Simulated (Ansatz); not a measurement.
## A series in volume ratio on OsSe

Results calculated with Ansatz 0.2.0, not measured. Plane-wave density functional theory, PAW datasets, Gaussian smearing 0.05 eV: equation of state, the given cell scaled in volume with shape and atoms relaxed at each volume.

The cell before it is scaled or strained (space group F-43m, No. 216):
```
OsSe
1.0
      0.0000     2.7546     2.7546
      2.7546     0.0000     2.7546
      2.7546     2.7546     0.0000
Os Se
1 1
Direct
  0.00000 0.00000 0.00000
  0.25000 0.25000 0.25000
```

Settings of every row: paw set soft_2; functional PBE; spin treatment collinear; moment partition spheres; spin axis none; wave cutoff 420 eV; k mesh 10x10x10; symmetry use detected.

Atom hubbard u: 0 on all atoms.

Limits: starting moments were lost; no spin-orbit coupling, which can matter with elements this heavy; the cell comes from a prototype or a list of computed structures and needn't be the stable phase.

| row | volume ratio | V (Å³/atom) | pressure (GPa) | energy above given cell (meV per atom) |
| --- | --- | --- | --- | --- |
| 1 | 0.945 | 19.753 | 9.281 | 31.77 |
| 2 | 0.96 | 20.066 | 6.465 | 16.41 |
| 3 | 0.98 | 20.484 | 3.08 | 4.05 |
| 4 | 1 | 20.902 | 0.073 | 0 |
| 5 | 1.02 | 21.32 | ? | ? |
| 6 | 1.04 | 21.738 | -4.964 | 13.24 |
| 7 | 1.07 | 22.366 | -8.017 | 38.79 |
| 8 | 1.1 | 22.993 | -10.555 | 75.27 |

Question: what pressure and energy above given cell should row 5 give?

Worked fit of pressure. Take u = (V_r/V)^(2/3) − 1 with V_r = 20.902 Å³ an atom, which is twice the finite (Eulerian) strain; such expansions in the strain, on which the Birch-Murnaghan equation of state is built, carry the rest volume and the bulk modulus. The shown rows have u = 0.03841, 0.02759, 0.01356, 0, -0.02581, -0.04413, -0.06159. Least squares give pressure = 0.0716 + 212.344 × u + 687.45 × u² + 667.8 × u³ GPa; a parabola predicts inner rows, each left out in turn, worse (root mean square 0.024 against 0.0026 GPa). The rows lie off it by 0.001, -0.002, 0.001, 0.001, -0.001, 0.001, 0.000. The pressure vanishes at u = -0.0003, or V = 20.91 Å³ an atom, and there the bulk modulus with shape and atoms relaxed is B = −V dP/dV = (2/3)(1 + u) dP/du = 141 GPa. The withheld row has u = -0.01311, so the fit gives 0.0716 + 212.344 × (-0.01311) + 687.45 × (-0.01311)² + 667.8 × (-0.01311)³ = -2.596 GPa.

The calculation gave -2.596 GPa. The fit meets it to the printed digit.

Worked fit of energy above given cell. Take u = (V_r/V)^(2/3) − 1 with V_r = 20.902 Å³ an atom, which is twice the finite (Eulerian) strain; such expansions in the strain, on which the Birch-Murnaghan equation of state is built, carry the rest volume and the bulk modulus. The shown rows have u = 0.03841, 0.02759, 0.01356, 0, -0.02581, -0.04413, -0.06159. Least squares give energy above given cell = −0.001 + 15.41 × u + 20730.9 × u² + 10368 × u³ meV per atom; a parabola predicts inner rows, each left out in turn, worse (root mean square 0.37 against 0.015 meV per atom). The rows lie off it by 0.01, -0.01, 0.00, 0.00, 0.01, -0.01, 0.00. Its lowest point lies at u = -0.0004, or V = 20.91 Å³ an atom, and the curvature there gives the bulk modulus with shape and atoms relaxed, B = (4/9)(1 + u)² E″(u)/V = 141 GPa. The withheld row has u = -0.01311, so the fit gives −0.001 + 15.41 × (-0.01311) + 20730.9 × (-0.01311)² + 10368 × (-0.01311)³ = 3.34 meV per atom.

The calculation gave 3.34 meV per atom. The fit meets it to the printed digit.
